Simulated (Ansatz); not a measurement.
Abstraction of F: C2HF3Sn + C3H4B → C2HF2Sn + C3H4BF

Species: C2HF3Sn `C#[C][Sn]([F])([F])[F]`, singlet; C3H4B `C#C[B]C`, doublet; C2HF2Sn `C#[C][Sn]([F])[F]`, doublet; C3H4BF `C#CB(C)F`, singlet. A radical takes F: the energy is the difference in strength between the Sn–F bond broken and the B–F bond made.

Shapes, held fixed at every level: PBE0-D4/def2-TZVP. Programs: Ansatz 0.2.0. The zero-point and thermal change to 298 K, harmonic and unscaled (PBE0-D4/def2-TZVP), is +7.0 kJ/mol.

```json
{"level": "HF/def2-SVP", "kind": "Hartree–Fock", "ΔH(298 K) (kJ/mol)": "-221.3", "CPU time (sum over the molecules)": "–"}
{"level": "SPW92/def2-TZVPP", "kind": "LDA", "ΔH(298 K) (kJ/mol)": "-222.1", "CPU time (sum over the molecules)": "16 s"}
{"level": "B3LYP-D4/def2-TZVPP", "kind": "global hybrid", "ΔH(298 K) (kJ/mol)": "-212.3", "CPU time (sum over the molecules)": "44 s"}
{"level": "BHLYP-D4/def2-TZVPP", "kind": "global hybrid", "ΔH(298 K) (kJ/mol)": "-211.7", "CPU time (sum over the molecules)": "59 s"}
{"level": "wB97M-V/def2-TZVPP", "kind": "range-separated hybrid", "ΔH(298 K) (kJ/mol)": "-219.1", "CPU time (sum over the molecules)": "2.9 min"}
{"level": "wB97X-V/def2-TZVPP", "kind": "range-separated hybrid", "ΔH(298 K) (kJ/mol)": "-207.3", "CPU time (sum over the molecules)": "2.1 min"}
{"level": "B2PLYP/def2-TZVPP", "kind": "double hybrid", "ΔH(298 K) (kJ/mol)": "-212.5", "CPU time (sum over the molecules)": "85 s"}
```

B2PLYP/def2-TZVPP gives ΔH(298 K) = -212.5 kJ/mol; the levels span -222.1 to -207.3. The median of the levels is -212.5. No measured value is set beside it here. Spin contamination: C3H4B (⟨S²⟩ up to 0.91). Open shells run unrestricted unless RO is named. For atoms past krypton def2 sets carry core potentials with scalar relativity. Correlated rows may include outer-core shells of Sn, which these sets cover unevenly. Times are processor times on shared x86 and Arm servers, and rough.

Fluorine transfer from tin to boron is strongly exothermic at every level, so the B–F bond formed is much stronger than the Sn–F bond broken. Both bonds are very polar, so polarity alone does not account for the preference. Boron's compact valence orbitals overlap well with fluorine 2p, and the three-coordinate borane product can also accept fluorine lone-pair density into its formally empty p orbital. Tin's larger, more diffuse valence orbitals give a longer, weaker bond with little comparable π stabilisation.

B3LYP-D4 and BHLYP-D4 differ little, at -212.3 and -211.7 kJ/mol, which suggests that the exact-exchange fraction matters little here. B2PLYP lies close to both, but the shared LYP correlation makes this less than independent confirmation. The two range-separated hybrids fall on either side of this group, so the functional class does not order the results. The direction of transfer is therefore secure, while its exact magnitude is less so. The reaction enthalpy does not establish a low barrier or rapid abstraction.
